**Q:** In this table for rubidium, simple cubic has the smallest energies at both ends. Is it the most stable structure?

Rubidium was computed with Ansatz 0.2.0 using BLYP, scalar-relativistic plane-wave PAW, a 420 eV cutoff and 0.1 eV Fermi-Dirac smearing, without spin polarisation. Scale 1 is 109.53 Å³ per atom for simple cubic (k mesh 8×8×8), 95.64 for dhcp (8×8×3) and 95.87 for fcc (9×9×9). Energies, at zero smearing, count from scale 1; pressures, at 0.1 eV smearing, are positive in compression.

```tsv
volume scale	energy change, simple cubic (meV/atom)	pressure, simple cubic (GPa)	energy change, dhcp (meV/atom)	pressure, dhcp (GPa)	energy change, fcc (meV/atom)	pressure, fcc (GPa)
0.88	8.9	0.26	12.2	0.39	11.0	0.37
0.92	3.6	0.16	5.0	0.23	4.3	0.22
0.96	0.8	0.08	1.1	0.11	0.8	0.10
1	0.0	0.01	0.0	0.01	0.0	0.00
1.04	0.9	-0.04	1.1	-0.08	1.4	-0.09
1.08	3.1	-0.09	4.0	-0.14	4.5	-0.15
1.12	6.4	-0.12	8.3	-0.20	9.1	-0.21
```

**A:** No, because each energy column starts from zero at its own relaxed cell. The total energies of the same runs put simple cubic 63 meV per atom above fcc. It is held in its symmetry here and might distort if it were let go. What the small energy changes do show is that this cell is easier to squeeze and to stretch.

**Q:** How much softer is it?

**A:** Use the bulk modulus $B=-V\,dP/dV$, the pressure needed per fractional loss of volume $V$. From the unrounded pressures at volume scales 0.96 and 1.04, $B$ is 1.5 GPa for simple cubic and 2.3 GPa for both dhcp and fcc. Simple cubic is thus about a third softer at its own relaxed volume.

**Q:** Each atom has only six nearest neighbours there, against twelve in fcc. Is that why?

**A:** Not directly, since equal volume scale does not mean equal density. The relaxed simple cubic cell holds 109.5 Å³ per atom, 14% more than fcc. Stretch fcc by about 10% in volume and its bulk modulus also falls to 1.5 GPa, with all twelve neighbours still in place. Over a common range of 97 to 105 Å³ per atom, simple cubic is even the stiffer of the two, by about 15%. The low density makes it soft, not a weak framework.

**Q:** If packing matters so little, why does simple cubic take up more room at all?

**A:** Packing does matter, but through the volume. With the same neighbour distance as fcc, simple cubic would need 41% more volume. Instead its neighbours move closer, to 4.79 Å from the 5.14 Å of fcc, and most of that extra volume disappears. This is typical of a simple metal: the outer electron is shared among all the ions, so the energy depends more on the density than on the length of any one bond. The shorter distances may also explain why simple cubic is stiffer at equal density, as the ion cores then repel more strongly, but that cause is untested here.

**Q:** Why should a thinner metal be softer?

**A:** Squeezing the shared electrons raises their kinetic energy, and this resistance is weaker when they have more room. Treat them as a free gas with one electron per atom. Its highest filled level, the Fermi energy $E_F$, and its bulk modulus are

$$E_F=\frac{\hbar^2}{2m}\left(\frac{3\pi^2}{V}\right)^{2/3},\qquad B=\frac{2}{3}\,\frac{E_F}{V}\propto V^{-5/3}.$$

For fcc, with $\hbar^2/2m=3.81$ eV Å² and 1 eV/Å³ = 160.2 GPa,

$$E_F=3.81\left(\frac{29.6}{95.87}\right)^{2/3}\approx1.74\ \text{eV},\qquad B=\frac{2}{3}\cdot\frac{1.74}{95.87}\cdot160.2\approx1.9\ \text{GPa}.$$

**Q:** How good is that estimate?

**A:** It has no adjustable constant, and it gives the right size and order. It makes simple cubic only 20% softer than fcc, however, while the full calculation gives 34%. The gas model leaves out the attraction between electrons and ions and the exchange and correlation among the electrons, which lower the stiffness, and the repulsion that keeps the outer electrons out of the ion cores, which raises it. The good size therefore rests on these omitted terms nearly cancelling. As the metal expands, the attractive terms fade more slowly than the two resisting terms, so the real stiffness should drop faster than that of the gas. It does: 10% more volume takes about a third off the stiffness of fcc, but only 15% off that of the gas. The same imbalance explains why a 12% compression costs more than a 12% expansion in every structure. At 4% the order is reversed in fcc and simple cubic, and in fcc still at 8%: smearing holds these cells slightly larger than the minimum of the zero-smearing energy, and that tilt outweighs the imbalance when the change is small.

**Q:** Dhcp costs more than fcc to compress by 12%, but less to expand. Is that an effect of stacking?

**A:** I would not claim so. The two energy changes never differ by more than 1.2 meV per atom, and the k meshes are different. Nor is the dhcp cell fully relaxed: at scale 1 it is under slight compression in the plane of its layers and slight tension across them. It also starts at a pressure about 0.01 GPa higher, which tilts its energy curve by roughly 0.8 meV over 12% of the volume. Average compression and expansion, so that the tilt cancels, and the two stiffnesses agree within a few per cent. The output printed below gives these comparisons.

**Q:** What would change with less smearing, or with another alkali metal?

**A:** Smearing gives the electrons an entropy, and its net effect is to push the fcc cell outwards by about 0.01 GPa. That push grows roughly as the square of the smearing, so halving the smearing would leave about a quarter of it and hardly alter the stiffness, provided the k mesh is still fine enough. Changing the element does far more: potassium has smaller cores and a denser electron gas, so it is stiffer, while caesium is softer. Silicon would be a poor comparison, because its directed bonds make the arrangement of neighbours matter in itself. Take the reasoning from this table rather than the absolute values: ordinary rubidium is bcc, BLYP does not reproduce the uniform electron gas that a simple metal resembles, and the PAW datasets were made for another functional, PBE.

Output of the analysis:

```
simple cubic above fcc at scale 1, meV/atom: 63.24
dhcp above fcc at scale 1, meV/atom: 1.15
cost of 12% compression over 12% expansion, simple cubic: 1.391
cost of 12% compression over 12% expansion, dhcp: 1.47
cost of 12% compression over 12% expansion, fcc: 1.209
bulk modulus from pressures around scale 1, simple cubic, GPa: 1.501
bulk modulus from pressures around scale 1, dhcp, GPa: 2.315
bulk modulus from pressures around scale 1, fcc, GPa: 2.271
bulk modulus around scale 1, simple cubic over fcc: 0.6609
bulk modulus from energies at 0.88 and 1.12, simple cubic, GPa: 1.554
bulk modulus from energies at 0.88 and 1.12, dhcp, GPa: 2.385
bulk modulus from energies at 0.88 and 1.12, fcc, GPa: 2.333
bulk modulus of stretched fcc between scales 1.08 and 1.12, GPa: 1.481
volume of that stretched fcc, A^3 per atom: 105.5
bulk modulus over the common window 97 to 105 A^3, simple cubic, GPa: 2.091
bulk modulus over the common window 97 to 105 A^3, fcc, GPa: 1.823
bulk modulus over the common window, simple cubic over fcc: 1.147
volume per atom at scale 1, simple cubic over fcc: 1.142
the same volume ratio if neighbour distances were equal: 1.414
neighbour distance at scale 1, simple cubic, A: 4.785
neighbour distance at scale 1, fcc, A: 5.137
neighbour distance at 101 A^3 per atom, simple cubic, A: 4.657
neighbour distance at 101 A^3 per atom, fcc, A: 5.227
free electron gas bulk modulus at the simple cubic volume, GPa: 1.553
free electron gas bulk modulus at the fcc volume, GPa: 1.939
free electron gas bulk modulus, simple cubic over fcc: 0.8009
largest difference of dhcp and fcc energy changes in a row, meV/atom: 1.2
work of the dhcp less fcc pressure offset at scale 1 over 12% of the volume, meV/atom: 0.8186
entropy part of the fcc pressure, mean from 0.96 to 1.04, GPa: 0.0115
fcc pressure from zero-smearing energies, mean from 0.96 to 1.04, GPa: -0.01253
```
